\paragraph{1. Premises.}
(i) A rigid lattice has $N$ equivalent sites, each with $z$ nearest neighbours, hence $Nz/2$ bonds. (ii) Every site holds one A or one B atom, and $x=N_A/N$. (iii) The energy is a sum of nearest-neighbour bond energies $V_{AA}$, $V_{BB}$, $V_{AB}=V_{BA}$, independent of composition, temperature and surroundings. (iv) $N\to\infty$. Sums over $\langle ij\rangle$ count each bond once, $k$ is Boltzmann's constant, $\beta=1/kT$, and lower-case energies are per site.

\paragraph{2. The mapping is an identity.}
Set $\sigma_i=+1$ for A and $-1$ for B. Then $(1+\sigma_i)/2$ equals 1 on an A site and 0 on a B site, and $(1-\sigma_i)/2$ does the reverse, so the energy of bond $ij$ is
\begin{equation}
V_{ij}=\tfrac14\big[V_{AA}(1+\sigma_i)(1+\sigma_j)+V_{BB}(1-\sigma_i)(1-\sigma_j)+2V_{AB}(1-\sigma_i\sigma_j)\big].
\end{equation}
The last term joins the AB and BA cases through $(1+\sigma_i)(1-\sigma_j)+(1-\sigma_i)(1+\sigma_j)=2(1-\sigma_i\sigma_j)$. Collecting powers of $\sigma$,
\begin{equation}
V_{ij}=\tfrac14(V_{AA}+V_{BB}+2V_{AB})+\tfrac14(V_{AA}-V_{BB})(\sigma_i+\sigma_j)+J\sigma_i\sigma_j,\qquad J=\tfrac14(V_{AA}+V_{BB}-2V_{AB}).
\end{equation}
Each site belongs to $z$ bonds, so
\begin{equation}
E=\tfrac{Nz}{8}(V_{AA}+V_{BB}+2V_{AB})+\tfrac z4(V_{AA}-V_{BB})\sum_i\sigma_i+J\sum_{\langle ij\rangle}\sigma_i\sigma_j .
\label{E}
\end{equation}
With this sign $J>0$ favours unlike neighbours (ordering, the Ising antiferromagnet) and $J<0$ favours clustering. Since $N_{A,B}=(N\pm\sum_i\sigma_i)/2$, the grand-canonical energy $E-\mu_AN_A-\mu_BN_B$ equals $J\sum\sigma_i\sigma_j-h\sum\sigma_i$ plus a constant, with
\begin{equation}
h=\tfrac12(\mu_A-\mu_B)-\tfrac z4(V_{AA}-V_{BB}).
\end{equation}
The difference $V_{AA}-V_{BB}$ only shifts the zero of the exchange chemical potential.

\paragraph{3. Why the diagram is symmetric.}
Let $m=N^{-1}\sum_i\sigma_i=2x-1$, so that $1-m^2=4x(1-x)$. At fixed $m$ the first two terms of \eqref{E} are the same for all configurations, and the exact free energy is $f=f_J(m,T)+c_0+c_1m$, where $f_J$ comes from the last term. The flip $\sigma_i\to-\sigma_i$ of all sites maps the configurations at $m$ one to one onto those at $-m$ and leaves $\sigma_i\sigma_j$ unchanged, so $f_J(m)=f_J(-m)$. A linear function added to $f$ is added to every tangent line too, so contact points of common tangents do not move, and neither do singularities. The $T$--$x$ diagram is therefore symmetric about $x=1/2$. No statistical approximation entered, and the argument survives pair interactions of any range. A three-site term $\sigma_i\sigma_j\sigma_l$ is odd under the flip and breaks the symmetry.

\paragraph{4. The random alloy.}
At fixed composition $\sum_{i\ne j}\sigma_i\sigma_j=N^2m^2-N$. If all arrangements are equally likely, the $N(N-1)$ ordered pairs are equivalent, and
\begin{equation}
\langle\sigma_i\sigma_j\rangle=\frac{Nm^2-1}{N-1}=m^2-\frac{1-m^2}{N-1}\;\to\;m^2 .
\end{equation}
The mixing energy subtracts the straight line between pure A and pure B on the same lattice. The constant and linear terms of \eqref{E} cancel, and the pair term is $zJ/2$ at both ends:
\begin{equation}
\Delta e_{\rm mix}=\tfrac z2J(m^2-1)=-2zJ\,x(1-x).
\end{equation}
This is a regular solution $\Omega x(1-x)$ with $\Omega=-2zJ$. Texts that use $W=V_{AB}-(V_{AA}+V_{BB})/2$ have $W=-2J$.

\paragraph{5. What Bragg--Williams assumes.}
For any normalised distribution $\rho$ over configurations, the Gibbs inequality (non-negativity of the relative entropy of $\rho$ with respect to the Boltzmann distribution) makes $\langle E-\mu_AN_A-\mu_BN_B\rangle_\rho+kT\langle\ln\rho\rangle_\rho$ an upper bound on the grand potential. Bragg--Williams restricts $\rho$ to independent sites, $\rho=\prod_i(1+m_i\sigma_i)/2$. Then $\langle\sigma_i\sigma_j\rangle=m_im_j$ and the entropy is additive:
\begin{equation}
\Phi=J\sum_{\langle ij\rangle}m_im_j+kT\sum_ig(m_i)-h\sum_im_i,\qquad
g(m)=\tfrac{1+m}2\ln\tfrac{1+m}2+\tfrac{1-m}2\ln\tfrac{1-m}2 .
\label{Phi}
\end{equation}
The derivatives needed are
\begin{equation}
g'=\operatorname{artanh}m,\quad g''=\frac1{1-m^2},\quad g'''=\frac{2m}{(1-m^2)^2},\quad g''''=\frac{2+6m^2}{(1-m^2)^3}.
\end{equation}
The inequality bounds a potential and is not by itself a bound on a transition temperature.

\paragraph{6. Where the bipartite lattice enters.}
Perturb the uniform stationary state, $m_i=m+\delta_i$. With the adjacency matrix $A$ ($A_{ij}=1$ for neighbours, otherwise 0) the second-order change is $\tfrac12\sum_{ij}(kTg''\delta_{ij}+JA_{ij})\delta_i\delta_j$, where $\delta_{ij}$ is the Kronecker symbol. For $J>0$ it first vanishes on cooling along the eigenvector with the lowest eigenvalue $\lambda_{\min}$, at $kT=|\lambda_{\min}|J(1-m^2)$. Now
\begin{equation}
0\le\sum_{\langle ij\rangle}(\delta_i+\delta_j)^2=z\sum_i\delta_i^2+\sum_{ij}A_{ij}\delta_i\delta_j ,
\end{equation}
so $\lambda_{\min}\ge-z$, with equality only if $\delta_i=-\delta_j$ across every bond. That requires two sublattices $a$ and $b$ with bonds only between them. Counting bonds from either side gives $zN_a=zN_b$, so the pattern conserves composition. On the bcc lattice with cube edge $a_c$ and $c_\nu=\cos(q_\nu a_c/2)$, plane waves give $\lambda=8c_xc_yc_z$, which reaches $-8$ at $\mathbf q=(2\pi/a_c)(1,0,0)$: cube corners against cube centres, the B2 structure. On fcc, $\lambda=4(c_xc_y+c_yc_z+c_zc_x)$ is linear in each $c_\nu$, takes its minimum at $c_\nu=\pm1$, and reaches only $-4$ although $z=12$.

\paragraph{7. The ordering temperature.}
Put $m_a=m+\eta$ and $m_b=m-\eta$. All $z/2$ bonds per site join $a$ to $b$, and half the sites lie on each sublattice. Dropping terms linear in $m$,
\begin{equation}
f=\tfrac z2J(m^2-\eta^2)+\tfrac{kT}2\big[g(m+\eta)+g(m-\eta)\big]=f_0+a_2\eta^2+a_4\eta^4+\dots
\label{f}
\end{equation}
Odd powers cancel between the two entropy terms, and Taylor's formula gives
\begin{equation}
f_0=\tfrac z2Jm^2+kTg,\qquad a_2=\tfrac12(kTg''-zJ),\qquad a_4=\tfrac1{24}kTg''''>0 .
\end{equation}
The coefficient $a_2$ changes sign at
\begin{equation}
kT_c=zJ(1-m^2)=4zJ\,x(1-x).
\label{Tc}
\end{equation}
Just below, $a_2=\tfrac12kg''(T-T_c)$, the minimum lies at $\eta^2=-a_2/2a_4$, and $f=f_0-a_2^2/4a_4$. The order parameter and the jump of $c=-T\,\partial^2f/\partial T^2$ at fixed $x$ follow:
\begin{equation}
\eta^2=\frac{3(1-m^2)^2}{1+3m^2}\Big(1-\frac T{T_c}\Big),\qquad \Delta c=\frac{3k\,g''^2}{g''''}=\frac{3k}{2}\,\frac{1-m^2}{1+3m^2}.
\end{equation}
At $m=0$ the condition $\partial f/\partial\eta=0$ reads $\eta=\tanh(\eta T_c/T)$ at any temperature. For $J<0$ the curvature $f_0''=zJ+kTg''$ vanishes at $kT=4z|J|x(1-x)$. That curve has the same shape but is a spinodal, which touches the miscibility gap only at $x=1/2$.

\paragraph{8. A positive $a_4$ does not prove a continuous transition.}
An alloy may lower its free energy by splitting into ordered and disordered parts of different $x$, so the ordered branch must be convex in $m$. On the line $a_2=0$, with $a_2'=kTg'''/2$ and $f_0''=2kTg''$,
\begin{equation}
\frac{d^2f}{dm^2}=f_0''-\frac{a_2'^2}{2a_4}=kT_c\Big[2g''-\frac{3g'''^2}{g''''}\Big]=\frac{2zJ}{1+3m^2}>0 ,
\end{equation}
so no tricritical point lies on \eqref{Tc}. This test is local, and a global one for two-sublattice states is short. Stationarity of \eqref{Phi} gives $m_a=\phi(m_b)$ and $m_b=\phi(m_a)$ with $\phi(y)=\tanh[\beta(h-zJy)]$. As $\phi$ decreases, it has exactly one fixed point $p$, the disordered state, and ordered states are further fixed points of the increasing map $G=\phi\circ\phi$, one on each side of $p$. The Schwarzian derivative $S\phi=\phi'''/\phi'-\tfrac32(\phi''/\phi')^2$ equals $-2(\beta zJ)^2$, and $SG=\phi'^2\,(S\phi)\circ\phi+S\phi<0$. Where $G''=0$ this forces $G'''<0$, so $G'$ has no interior minimum. Between consecutive fixed points $G'=1$ somewhere (mean value theorem), and between any two such places $G'>1$. Four fixed points would put a third place with $G'=1$ between two others, which is impossible. Three fixed points give $G'(p)=[\beta zJ(1-p^2)]^2>1$, which by comment 6 makes the disordered state unstable. At given $T$ and $h$ the minimum of $\Phi$ is thus unique up to exchange of $a$ and $b$. No phases of different composition coexist, and \eqref{Tc} is the whole phase boundary of the approximation.

\paragraph{9. The size of the neglected correlation.}
Above $T_c$ the product state is fully random. To size the omission, solve the same model on a tree of coordination $z$ (the Bethe approximation when applied to bcc, whose shortest loops have four bonds). In the disordered state write the bond probabilities as $p_{AA}=x^2+\alpha x(1-x)$, $p_{BB}=(1-x)^2+\alpha x(1-x)$ and $p_{AB}=p_{BA}=x(1-x)(1-\alpha)$, where $\alpha$ is the neighbour correlation coefficient. Cutting a bond splits a tree in two, so $p(\sigma,\sigma')\propto u(\sigma)u(\sigma')e^{-\beta J\sigma\sigma'}$, and the weights $u$ cancel in
\begin{equation}
\frac{p_{AA}\,p_{BB}}{p_{AB}^2}=e^{-4\beta J}.
\label{qc}
\end{equation}
Along the single path between two sites the occupations form a two-state Markov chain whose transition matrix has eigenvalues 1 and $\alpha$, so the correlation at $n$ steps is $\alpha^n$. There are $z(z-1)^{n-1}$ sites at $n$ steps, with sublattice sign $(-1)^n$. The staggered susceptibility, proportional to $1+\sum_{n\ge1}z(z-1)^{n-1}(-\alpha)^n$, diverges at $\alpha=-1/(z-1)$. There $p_{AA}=x(zx-1)/(z-1)$, $p_{BB}=(1-x)[z(1-x)-1]/(z-1)$ and $1-\alpha=z/(z-1)$, and \eqref{qc} yields
\begin{equation}
kT_c^{\rm B}=\frac{-4J}{\ln\!\big[1-\dfrac{z-1}{z^2x(1-x)}\big]} .
\label{TB}
\end{equation}
For $z\to\infty$ at fixed $zJ$ and $x$ this tends to \eqref{Tc}. For $z=8$ and $x=1/2$ it gives $2J/\ln(4/3)=6.95\,J$ against $8J$, lower by 13 per cent. At $x=1/2$, \eqref{qc} gives $\alpha=-\tanh\beta J$, which is $-0.12$ at $kT=8J$, whereas perfect order has $-1$: about an eighth of the ordering energy is already released by short-range order. In the wings the two treatments differ in kind. The requirement $p_{AA}\ge0$ confines order on the tree to $1/z<x<1-1/z$, while \eqref{Tc} extends to $x=0$. Independent sites can avoid AA contacts only by choosing a sublattice, whereas dilute A atoms can simply avoid one another locally.

\paragraph{10. Range of validity.}
Given the premises, comments 2--4 are exact on any lattice. Equation \eqref{Tc} further needs $J>0$, a bipartite lattice and independent sites. The differences in comment 9 are of relative order $1/z$ near $x=1/2$ and of order unity for $x\lesssim1/z$. Close to $T_c$ long-wavelength fluctuations, absent from \eqref{f} and \eqref{TB} alike, replace the square-root onset and the finite jump by three-dimensional Ising behaviour. Along a path of fixed $h$ the order parameter sets in as $|T-T_c|^{b}$ and the heat capacity diverges as $|T-T_c|^{-a}$, with $b\approx0.326$ and $a\approx0.11$. At $x=1/2$ symmetry keeps $m=0$ on the path $h=0$, so this holds at fixed $x$ as well. Elsewhere the critical line has $dT_c/dh\ne0$, so $m$ at fixed $h$ acquires a term in $|T-T_c|^{1-a}$, and holding $x$ fixed renormalises the exponents (Fisher renormalisation). The onset exponent becomes $b/(1-a)\approx0.37$, still steeper than a square root, and $c$ at fixed $x$ stays finite, with a cusp of exponent $a/(1-a)\approx0.12$.

Premise (iii) is weak on bcc. With a typical cube edge of about 2.95~\AA\ for $\beta$-brass, first neighbours lie at $\sqrt3a_c/2=2.55$~\AA\ and the six second neighbours only 15 per cent farther. These share a sublattice, so a coupling $J_2$ adds $3J_2(m^2+\eta^2)$ to \eqref{f} and gives $kT_c=4x(1-x)(8J-6J_2)$. The ordering temperature fixes only this combination, and comment 8 was proved for $J_2=0$ alone. Size mismatch, vibrational and electronic free energies, competing lattices and melting lie outside the model. B2 NiAl, studied as a wiring metal for chips, shows the last limit. It typically stays ordered up to melting at roughly 1900~K, so \eqref{Tc} yields only the model bound $J>kT/8\approx20$~meV. Its Al-rich side typically forms Ni vacancies, which violates premise (ii) and removes the symmetry.

\paragraph{11. Numbers for $\beta$-brass.}
Let A be Zn and $z=8$. Take $J=8.0$~meV, chosen so that \eqref{Tc} reproduces the typical ordering temperature of roughly 740~K. What follows is the model's, and the temperature itself tests nothing. Then $zJ=64$~meV and $T_c=743$~K at $x=1/2$. At $x=0.45$ the factor $4x(1-x)=0.99$ gives 735~K, a drop of 7~K. The bcc phase is typically stable near these temperatures only within a few atomic per cent on the Cu-rich side of $x=1/2$, so the rest of the dome is metastable. At 600~K and $x=1/2$, $T_c/T=1.24$ and $\eta=\tanh(\eta T_c/T)$ gives $\eta=0.70$.

The neglected terms exceed the composition effect. With the same $J$, \eqref{TB} gives 645~K at $x=1/2$ and 637~K at $x=0.45$: the drop, 9~K, is similar, but the level is 97~K lower. Keeping 743~K in \eqref{TB} requires $J=9.2$~meV, so a fitted $J$ belongs to the approximation that produced it. A second-neighbour coupling $J_2=J/10$ lowers the Bragg--Williams value by 7.5 per cent, or 56~K.

At $x=1/2$ the random mixing energy is $-zJ/2=-32$~meV per atom. Perfect B2 order ($\eta=1$ in \eqref{f}) adds another $-32$~meV, for $-zJ=-64$~meV relative to bcc Cu and bcc Zn. As typical knowledge, ordered CuZn forms from fcc Cu and hcp Zn with about $-0.1$~eV per atom or slightly more, so the model falls short in magnitude by a third to a half, and by more once its higher-lying bcc reference states are allowed for. The model ties mixing and ordering energies to one constant. A contribution that depends on $x$ but not on the arrangement changes the former and leaves $a_2$, and hence $T_c$, untouched.